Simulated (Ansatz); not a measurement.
## Ga: pressure and energy less free atoms against volume per atom

Periodic Kohn-Sham DFT of a crystal at fixed atoms; pressure and stress are positive in compression; the energy is the free energy less that of spherical unpolarised free atoms; site moments are those in the method's own spheres, positive along +z. The results are calculated, by Ansatz 0.2.0.

Cell of the first row (space group I4/mmm, No. 139):
```
cell vectors (Å)
  -1.3753     1.3753     2.1835
   1.3753    -1.3753     2.1835
   1.3753     1.3753    -2.1835
atoms (fractions of the cell vectors)
Ga  0.00000  0.00000  0.00000
```

Settings of every row: method all-electron LAPW; functional PBEsol; relativity scalar; k mesh 16x16x16; filling fermi-dirac; smearing width 0.03 eV; basis error target 1 meV/atom; nucleus gaussian.

Atom start moment: 0 on all atoms.

| row | volume per atom (Å³) | pressure (GPa) | energy less free atoms (eV/atom) |
| --- | --- | --- | --- |
| 1 | 16.521 | 5.11 | -3.3077 |
| 2 | 16.872 | 3.463 | -3.317 |
| 3 | 17.224 | 1.99 | -3.323 |
| 4 | 17.4 | 1.302 | -3.3248 |
| 5 | 17.575 | ? | ? |
| 6 | 17.751 | 0.018 | -3.3262 |
| 7 | 17.927 | -0.576 | -3.3259 |
| 8 | 18.278 | -1.673 | -3.3234 |
| 9 | 18.63 | -2.653 | -3.3186 |

Question: what pressure and energy less free atoms should row 5 give?

Worked fit of pressure. Take u = (V_r/V)^(2/3) − 1 with V_r = 17.575 Å³ an atom, which is twice the finite (Eulerian) strain; such expansions in the strain, on which the Birch-Murnaghan equation of state is built, carry the rest volume and the bulk modulus. The shown rows have u = 0.04209, 0.02759, 0.01354, 0.00669, -0.00662, -0.01313, -0.02581, -0.03812. Least squares give pressure = 0.643 + 95.829 × u + 243.32 × u² GPa; a straight line predicts inner rows, each left out in turn, worse (root mean square 0.12 against 0.0076 GPa). The rows lie off it by 0.002, -0.009, 0.005, 0.007, -0.001, -0.003, -0.005, 0.003 (root mean square 0.005 GPa). The pressure vanishes at u = -0.0068, or V = 17.76 Å³ an atom, and there the bulk modulus at fixed shape and fractions is B = −V dP/dV = (2/3)(1 + u) dP/du = 61.2 GPa. Letting shape and atoms relax would as a rule lower it, by much in layered, chain or molecular crystals. The withheld row has u = 0, so the fit gives 0.643 + 95.829 × (0) + 243.32 × (0)² = 0.643 GPa.

The calculation gave 0.645 GPa. The fit lies 0.002 GPa (0.026 % of the column's range) below it; its largest miss of a shown row is 0.009 GPa.

Worked fit of energy less free atoms. Take u = (V_r/V)^(2/3) − 1 with V_r = 17.575 Å³ an atom, which is twice the finite (Eulerian) strain; such expansions in the strain, on which the Birch-Murnaghan equation of state is built, carry the rest volume and the bulk modulus. The shown rows have u = 0.04209, 0.02759, 0.01354, 0.00669, -0.00662, -0.01313, -0.02581, -0.03812. Least squares give energy less free atoms = −3.32584 + 0.1054 × u + 7.746 × u² eV/atom; a straight line predicts inner rows, each left out in turn, worse (root mean square 0.004 against 2.2e-05 eV/atom). All shown rows lie on it to the printed digit. Its lowest point lies at u = -0.0068, or V = 17.76 Å³ an atom, and the curvature there gives the bulk modulus at fixed shape and fractions, B = (4/9)(1 + u)² E″(u)/V = 61.3 GPa. Letting shape and atoms relax would as a rule lower it, by much in layered, chain or molecular crystals. The withheld row has u = 0, so the fit gives −3.32584 + 0.1054 × (0) + 7.746 × (0)² = -3.3258 eV/atom.

The calculation gave -3.3258 eV/atom. The fit meets it to the printed digit.
